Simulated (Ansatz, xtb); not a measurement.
## Two isomers of C4H5ClGeSe

Structure I is `Clc1cc[se][c]1[GeH3]`, a singlet and structure II is `Clc1c[c]([GeH3])c[se]1`, a singlet. Both are isolated molecules in the gas phase, relaxed with r2SCAN-D4/def2-SVP.

Q: Estimate which is lower in electronic energy at CCSD(T)/def2-SVP + ΔMP2/def2-TZVPP, and by roughly how much.

A: The CCSD(T)/def2-SVP + ΔMP2/def2-TZVPP calculation puts structure I lower, by 4.8 kcal/mol.

Level by level:

```json
{"level": "GFN2-xTB", "geometry": "GFN2-xTB", "E(II) − E(I) (kcal/mol)": "+5.3", "departure from the last row (kcal/mol)": "+0.5", "job, with rough time for the two": "optimisation, 0.32 s"}
{"level": "HF/STO-3G", "geometry": "GFN2-xTB", "E(II) − E(I) (kcal/mol)": "+1.9", "departure from the last row (kcal/mol)": "−2.8", "job, with rough time for the two": "single point, 1.2 s"}
{"level": "r2SCAN-D4/def2-SVP//GFN2-xTB", "geometry": "GFN2-xTB", "E(II) − E(I) (kcal/mol)": "+3.4", "departure from the last row (kcal/mol)": "−1.4", "job, with rough time for the two": "single point, 5 s"}
{"level": "r2SCAN-D4/def2-SVP", "geometry": "r2SCAN-D4/def2-SVP", "E(II) − E(I) (kcal/mol)": "+5.0", "departure from the last row (kcal/mol)": "+0.3", "job, with rough time for the two": "optimisation, 74 s"}
{"level": "HF/def2-SVP", "geometry": "r2SCAN-D4/def2-SVP", "E(II) − E(I) (kcal/mol)": "+5.2", "departure from the last row (kcal/mol)": "+0.4", "job, with rough time for the two": "part of the CCSD(T) run"}
{"level": "MP2/def2-SVP", "geometry": "r2SCAN-D4/def2-SVP", "E(II) − E(I) (kcal/mol)": "+5.6", "departure from the last row (kcal/mol)": "+0.8", "job, with rough time for the two": "part of the CCSD(T) run"}
{"level": "CCSD(T)/def2-SVP", "geometry": "r2SCAN-D4/def2-SVP", "E(II) − E(I) (kcal/mol)": "+5.1", "departure from the last row (kcal/mol)": "+0.4", "job, with rough time for the two": "single point"}
{"level": "CCSD(T)/def2-SVP + ΔMP2/def2-TZVPP", "geometry": "r2SCAN-D4/def2-SVP", "E(II) − E(I) (kcal/mol)": "+4.8", "departure from the last row (kcal/mol)": "", "job, with rough time for the two": "single point, 1.9 min"}
```

As drawn, both hold the same kinds of bond in the same numbers.

The levels shown agree on the order. The largest departure from CCSD(T)/def2-SVP + ΔMP2/def2-TZVPP is that of HF/STO-3G, 2.8 kcal/mol. The last row adds to CCSD(T) the change of the MP2 difference between the two basis sets, here −0.4 kcal/mol.

With thermal terms from frequencies at re-optimised GFN2-xTB minima (ideal gas, soft modes damped towards free rotors, one conformer each, 298.15 K, 1 atm): the zero-point term adds −0.5 kcal/mol; ΔH is +4.5 and ΔG +3.7 kcal/mol.

The correlated steps freeze 27 core orbitals; the filled d shell of Ge and Se is correlated, in a basis made for valence electrons. Programs: Ansatz 0.2.0, xtb 6.7.1; the last row on 2 threads of Intel(R) Xeon(R) 6975P-C (Granite Rapids) on a shared host.

The lower isomer carries germyl next to selenium with chlorine on the adjacent ring carbon; in the other, chlorine sits next to selenium and germyl is at a β position, not adjacent to it. The preference probably reflects the electropositive germyl group favouring the α carbon, where selenium helps stabilise negative charge, together with relief from placing chlorine and selenium on the same carbon. Attraction between chlorine and the neighbouring germanium may also contribute, while the long C–Ge bond limits steric repulsion. Hartree–Fock in the split-valence basis already gives +5.2 kcal/mol, so the preference doesn't depend on a large differential correlation energy. The r2SCAN-D4 gap rises from +3.4 to +5.0 kcal/mol on relaxation, showing that the GFN2-xTB geometries penalise structure I more; the close agreement of GFN2-xTB's own energy difference is therefore probably partly fortuitous. The thermal terms narrow the gap but keep the order. Because both substituent positions and their adjacency change together, this pair alone can't separate the α-germyl preference from the chlorine–germanium interaction.
